PySCF 2.14.0, wB97X-D/def2-SVPD with density fitting, gas phase, at PBE0-D3(BJ)/def2-SVP geometries. The polarisability is the static mean, with core orbitals frozen in the response; the principal values are those of its tensor, and the gap is HOMO–LUMO. In each frame (SMILES), * marks the atom listed under *, whose bond angles sum to 360°; electronegativities are Pauling's.

```
formula     frame   *   Z  electronegativity  point group  mean bond of the marked atom (Å)  electrons  valence electrons  polarisability (bohr^3)  largest over smallest principal value  gap (eV)
  BCl2H  H*(Cl)Cl   B   5              2.040          C2v                             1.559         40                 18                     41.9                                   1.66     11.28
 AlCl2H  H*(Cl)Cl  Al  13              1.610          C2v                             1.917         48                 18                     51.8                                   1.41     11.49
 Cl2GaH  H*(Cl)Cl  Ga  31              1.810          C2v                             1.941         66                 18                     54.6                                   1.58     10.94
 Cl2HIn  H*(Cl)Cl  In  49              1.780          C2v                             2.126         84                 18                     62.9                                   1.61     10.38
 C2H5Al  H*(H)C=C  Al  13              1.610           Cs                             1.710         30                 16                     54.8                                   1.68     10.02
  BClH2   H*(H)Cl   B   5              2.040          C2v                             1.382         24                 12                     29.5                                   1.53     10.67
```

Four of these molecules differ only in their central atom: the planar dichlorides HMCl₂ with M = B, Al, Ga and In, each with 18 valence electrons. Their polarisability, the dipole induced per unit of electric field and averaged over directions, grows by half from B to In. It does so in uneven steps of 9.9, 2.8 and 8.3 bohr³. The other two rows, BClH₂ and vinylalane (the frame with C=C), have different ligands and show what a change of ligand does.

Two limiting cases tell what to look for. An electron held tightly near a nucleus hardly moves in a field, however many such electrons there are. Electrons that move freely in a sphere of radius R give a polarisability of R³, so there the room counts and the number does not. Valence electrons in a molecule lie between these limits, but the lesson carries over: the size of the outer shell matters more than the total number of electrons.

The step from Al to Ga fits this picture. It adds 18 electrons, yet the polarisability rises by only 5 %, and the mean bond of the central atom lengthens by only 0.02 Å: the bonds to Cl grow by a few hundredths of an ångström, the bond to H not at all. That the new core electrons respond little is an argument from their strong binding. The table does not test it: the calculation holds core orbitals frozen in the response, and the outputs do not say whether the filled d shell is counted among them.

The bond hardly lengthens because Ga is the first member with a filled d shell beneath its valence electrons. The 3d electrons screen the nucleus poorly, so the outer 4s and 4p electrons feel a stronger pull and stay close. This d-block contraction nearly cancels the growth that a new shell brings. From Ga to In both atoms have a filled d shell, so the contraction is already in the starting point, and the usual growth down the group returns. Indium is also treated with a core potential that holds scalar relativity while gallium is not, so this last step contains a change of method as well. Spin–orbit coupling is left out for both, and these runs do not show how much it would change their values.

How far size alone goes can be estimated from the two boron chlorides. Replacing one H of BClH₂ by Cl, with its lone pairs, raises the polarisability by 41.9 − 29.5 = 12.4 bohr³. If both Cl atoms of BCl₂H bring this gain, a boron skeleton with three single bonds remains:

41.9 − 2 × 12.4 = 17.1 bohr³

The gain from the chlorines is now kept the same for every M, and the skeleton is scaled like a volume, with the cube of the mean bond length r of the central atom:

α(M) ≈ 2 × 12.4 + 17.1 × (r(M) / r(B))³

For indium this gives

α(In) ≈ 2 × 12.4 + 17.1 × (2.126 / 1.559)³ ≈ 68 bohr³

The calculation itself gives 62.9 bohr³, so the estimate is 8 % too high. For Al and Ga it is 9 % and 6 % too high; BCl₂H is reproduced by construction. The order of the steps, large, small, large, comes out right, but their contrast is exaggerated. The overshoot can sit in either term, and the table cannot separate them. The skeleton stands in effect for the hydride MH₃. If its scaling is taken as right, the gain per chlorine must fall from 12.4 bohr³ at B to 10.0, 10.8 and 9.8 bohr³ at Al, Ga and In. The constant gain is the likelier weak point: hydrogen on a metal carries more negative charge and is softer than hydrogen on boron, so less is gained by replacing it with Cl. A gain that is larger at Ga than at Al would also supply what is missing in the step from Al to Ga, which comes out too small, 1.2 instead of 2.8 bohr³. The full arithmetic is in the printed output below.

Another way to make a molecule soft is to lower its excitation energies, since each excitation contributes twice its squared transition dipole divided by its energy. The gap between the highest occupied and lowest empty orbital gives a rough view of this. From B to Al it widens slightly, from 11.28 to 11.49 eV, although the polarisability makes its largest jump there. One orbital gap cannot stand for all excitations, though. The lowest empty orbitals of both molecules lie above zero energy, where they depend on the basis set, and the next two empty orbitals drop by nearly one electronvolt from B to Al. Easier excitation may therefore contribute to this step, even though the gap does not show it. From Al to Ga the gap narrows to 10.94 eV and the three lowest empty orbitals all drop by nearly 0.4 eV, which points the right way for the step that size underestimates. The gaps at Al and Ga do not compare quite like with like, however: the highest occupied orbital has weight on M and H at B and Al but lies almost wholly on the chlorines at Ga. From Ga to In the transition dipoles show the same order of the frontier orbitals, so there the comparison is fair. The gap narrows further, to 10.38 eV, but size alone already overestimates that step. At In the lowest triplets go to the second empty orbital, yet the two lowest empty levels have only become nearly equal in energy; they have not changed places.

Size does not explain everything, as the three principal directions show. If only the size changed from Al to Ga, all three values should move the same way. Instead the value perpendicular to the molecular plane falls by 0.9 bohr³, while the values along M–H and along the line between the chlorines rise by 3.7 and 5.6 bohr³. Something besides size therefore changes, probably the character of the bonds.

Bond character may also lie behind the dip in the ratio of largest to smallest principal value, which is 1.41 at Al and near 1.6 in the other three dichlorides. From B to Al the perpendicular value grows by 32 %, the value along the Cl–Cl line by only 13 %. My guess is that the polarity of the bonds is behind it. In a fully ionic molecule each ion would deform mostly on its own, in any direction; in a covalent one, charge can also shift along the bonds, and these lie in the plane. Aluminium has the lowest electronegativity of the four and so stands nearest to the ionic limit, where the in-plane advantage is smallest. The tabulated electronegativities agree with this for Al, but they do not isolate the effect, and the computed dipoles, which rise steadily from 0.58 D at B through 1.24 and 1.92 to 2.84 D at In, do not single out Al. The guess is also incomplete: from B to Al the value along M–H grows by about the same percentage as the perpendicular one, so the in-plane advantage shrinks clearly only along the Cl–Cl line.

Vinylalane looks irregular at first. It has fewer electrons than HAlCl₂, both in total and in the valence shell, and no chlorine, yet its polarisability is 3.0 bohr³ higher. The excess comes from one direction: the largest principal value is 9.2 bohr³ higher, while the other two differ by little more than 1 bohr³, with opposite signs. This direction runs roughly along the chain C=C–Al. Only one conformer was computed, without vibrational averaging, so the excess holds for this one shape of the molecule.

The orbitals suggest why the chain is soft. The highest occupied orbital is the π orbital of the double bond, and the lowest empty one has about half its weight on Al. The excitation between them is strong, and its transition dipole points along the chain. A static field in that direction mixes in this same shift of charge from the double bond towards the metal. Judged from its oscillator strength and transition dipole, this excitation supplies about a sixth of the largest principal value. That is the size of the excess but does not prove the cause, since HAlCl₂ has strong excitations along its Cl–Cl line too and the vinyl compound has the longer frame. Room for electrons can thus come from a larger atom, as in the dichlorides, or from a path along which charge can move.

For a neighbouring case with fixed ligands, the first thing to compare is therefore the bond length, not the atomic number. Judging by the one step from Al to Ga, an exchange of the central atom that barely lengthens the bonds should change the mean polarisability little. How much added core electrons respond is not tested by this table. The direction of the response needs a second look, at how polar the bonds are and whether charge can flow along them.

Numerical output:

```
Polarisability steps B-Al, Al-Ga, Ga-In (bohr^3): 9.9, 2.8, 8.3
Mean bond steps B-Al, Al-Ga, Ga-In (angstrom): 0.358, 0.024, 0.185
Electrons added B-Al, Al-Ga, Ga-In: 8, 18, 18
Rise of polarisability from Al to Ga (percent): 5.405
Polarisability ratio In over B: 1.501
Electron number ratio In over B: 2.1
Inverse gap ratio In over B: 1.087
Gain for one Cl in place of H at boron (bohr^3): 12.4
Remainder for the boron skeleton (bohr^3): 17.1
Estimated polarisability for Al, Ga, In (bohr^3): 56.59, 57.8, 68.17
Estimate above computed value for Al, Ga, In (percent): 9.252, 5.864, 8.372
Estimated steps B-Al, Al-Ga, Ga-In (bohr^3): 14.69, 1.209, 10.36
Principal polarisabilities (bohr^3):
     row  out of plane  smaller in plane  larger in plane
   BCl2H         32.53             39.23            53.85
  AlCl2H            43              51.7            60.76
  Cl2GaH         42.08             55.42            66.34
  Cl2HIn         47.11             65.71            75.96
  C2H5Al          41.7             52.85            69.96
   BClH2         24.05             27.63            36.84
Out-of-plane steps B-Al, Al-Ga, Ga-In (bohr^3): 10.47, -0.926, 5.038
Smaller in-plane steps, along M-H (bohr^3): 12.46, 3.726, 10.29
Larger in-plane steps, along Cl-Cl (bohr^3): 6.911, 5.573, 9.624
Out-of-plane rise from B to Al (percent): 32.2
Cl-Cl direction rise from B to Al (percent): 12.83
Vinylalane less AlCl2H, mean polarisability (bohr^3): 3
Vinylalane less AlCl2H, largest principal value (bohr^3): 9.196
Vinylalane less AlCl2H, middle principal value (bohr^3): 1.158
Vinylalane less AlCl2H, smallest principal value (bohr^3): -1.305
```
